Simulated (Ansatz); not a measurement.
## Re: pressure and energy less free atoms as volume per atom varies

Periodic Kohn-Sham DFT of a crystal at fixed atoms; pressure and stress are positive in compression; the energy is the free energy less that of spherical unpolarised free atoms; site moments are those in the method's own spheres, positive along +z. The results are calculated, by Ansatz 0.2.0.

Cell of the first row (space group P6_3/mmc, No. 194):
```
CELL_PARAMETERS angstrom
2.54980 0.00000 0.00000
-1.27490 2.20820 0.00000
0.00000 0.00000 4.07700
ATOMIC_POSITIONS crystal
Re 0.33333 0.66667 0.25000
Re 0.66667 0.33333 0.75000
```

Settings of every row: method all-electron LAPW; functional PBEsol; relativity scalar; k mesh 18x18x10; filling fermi-dirac; smearing width 0.05 eV; basis error target 0.25 meV/atom; nucleus gaussian.

Atom start moment: 0 on all atoms.

Limits: all rows lie far from zero pressure; cell far from its zero-pressure volume; no spin-orbit coupling on heavy atoms.

```csv
row,volume per atom (Å³),pressure (GPa),energy less free atoms (eV/atom)
1,11.477,153.559,-11.2684
2,11.722,134.025,-11.4873
3,11.966,116.224,-11.6778
4,12.088,107.919,-11.7632
5,12.21,99.983,-11.8424
6,12.332,92.395,-11.9157
7,12.454,?,?
8,12.698,71.557,-12.1026
9,12.943,59.136,-12.202
```

Question: what pressure and energy less free atoms should row 7 give?

Worked fit of pressure. Take u = (V_r/V)^(2/3) − 1 with V_r = 12.149 Å³ an atom, which is twice the finite (Eulerian) strain; such expansions in the strain, on which the Birch-Murnaghan equation of state is built, carry the rest volume and the bulk modulus. The shown rows have u = 0.03866, 0.02414, 0.01017, 0.00336, -0.00333, -0.00992, -0.02904, -0.04133. Least squares give pressure = 103.9064 + 1187.021 × u + 2513.88 × u² GPa; a straight line predicts inner rows, each left out in turn, worse (root mean square 1.3 against 0.012 GPa). The rows lie off it by 0.005, -0.001, -0.014, -0.004, 0.002, 0.016, 0.002, -0.005 (root mean square 0.0081 GPa). The withheld row has u = -0.01639, so the fit gives 103.9064 + 1187.021 × (-0.01639) + 2513.88 × (-0.01639)² = 85.126 GPa.

The calculation gave 85.138 GPa. The fit lies 0.012 GPa (0.013 % of the column's range) below it; its largest miss of a shown row is 0.016 GPa.

Worked fit of energy less free atoms. Take u = (V_r/V)^(2/3) − 1 with V_r = 12.149 Å³ an atom, which is twice the finite (Eulerian) strain; such expansions in the strain, on which the Birch-Murnaghan equation of state is built, carry the rest volume and the bulk modulus. The shown rows have u = 0.03866, 0.02414, 0.01017, 0.00336, -0.00333, -0.00992, -0.02904, -0.04133. Least squares give energy less free atoms = −11.80352 + 11.837 × u + 52.488 × u² − 15.7 × u³ eV/atom; a parabola predicts inner rows, each left out in turn, worse (root mean square 0.00025 against 0.00011 eV/atom). The rows lie off it by 0.0000, 0.0001, -0.0001, 0.0000, 0.0000, 0.0001, 0.0000, 0.0000. The withheld row has u = -0.01639, so the fit gives −11.80352 + 11.837 × (-0.01639) + 52.488 × (-0.01639)² − 15.7 × (-0.01639)³ = -11.9834 eV/atom.

The calculation gave -11.9833 eV/atom. The fit lies 0.0001 eV/atom (0.011 % of the column's range) below it, one unit of the last digit.
